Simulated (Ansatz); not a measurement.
## Sn: pressure against volume scale

Results calculated with Ansatz 0.2.0, not measured. Periodic Kohn-Sham DFT of a crystal at fixed atoms, scaled to volume_scale times the given cell; pressure positive in compression, energy less spherical unpolarised free atoms, largest_vzz the field gradient of largest size among the nuclei.

The cell before it is scaled or strained (space group Fd-3m, No. 227):
```
CELL_PARAMETERS angstrom
0.00000 3.24560 3.24560
3.24560 0.00000 3.24560
3.24560 3.24560 0.00000
ATOMIC_POSITIONS crystal
Sn 0.50000 0.50000 0.50000
Sn 0.75000 0.75000 0.75000
```

Settings of every row: method all-electron PAW; functional PBEsol; relativity scalar; k mesh 11x11x11; filling fermi-dirac; smearing width 0.05 eV; nucleus gaussian.

Atom start moment: 0 on all atoms.

| row | volume scale | V (Å³/atom) | pressure (GPa) |
| --- | --- | --- | --- |
| 1 | 0.94 | 32.138 | 4.3 |
| 2 | 0.96 | 32.821 | 3.067 |
| 3 | 0.98 | 33.505 | 1.97 |
| 4 | 0.99 | 33.847 | 1.467 |
| 5 | 1 | 34.189 | 0.993 |
| 6 | 1.01 | 34.531 | 0.545 |
| 7 | 1.02 | 34.873 | 0.123 |
| 8 | 1.04 | 35.556 | -0.653 |
| 9 | 1.06 | 36.24 | ? |

Question: what pressure should row 9 give?

Worked fit of pressure. Take u = (V_r/V)^(2/3) − 1 with V_r = 34.018 Å³ an atom, which is twice the finite (Eulerian) strain; such expansions in the strain, on which the Birch-Murnaghan equation of state is built, carry the rest volume and the bulk modulus. The shown rows have u = 0.03863, 0.02417, 0.01018, 0.00337, -0.00334, -0.00993, -0.01641, -0.02905. Least squares give pressure = 1.2266 + 70.737 × u + 216.59 × u² + 304 × u³ GPa; a parabola predicts inner rows, each left out in turn, worse (root mean square 0.003 against 0.0005 GPa). The rows lie off it by 0.000, 0.000, 0.001, 0.000, 0.000, 0.000, 0.000, 0.000. The pressure vanishes at u = -0.0183, or V = 34.98 Å³ an atom, and there the bulk modulus at fixed shape and fractions is B = −V dP/dV = (2/3)(1 + u) dP/du = 41.3 GPa. The withheld row has u = -0.04131, so the fit gives 1.2266 + 70.737 × (-0.04131) + 216.59 × (-0.04131)² + 304 × (-0.04131)³ = -1.347 GPa.

The calculation gave -1.346 GPa. The fit lies 0.001 GPa (0.018 % of the column's range) below it, one unit of the last digit. This row lies beyond the range of the fit.
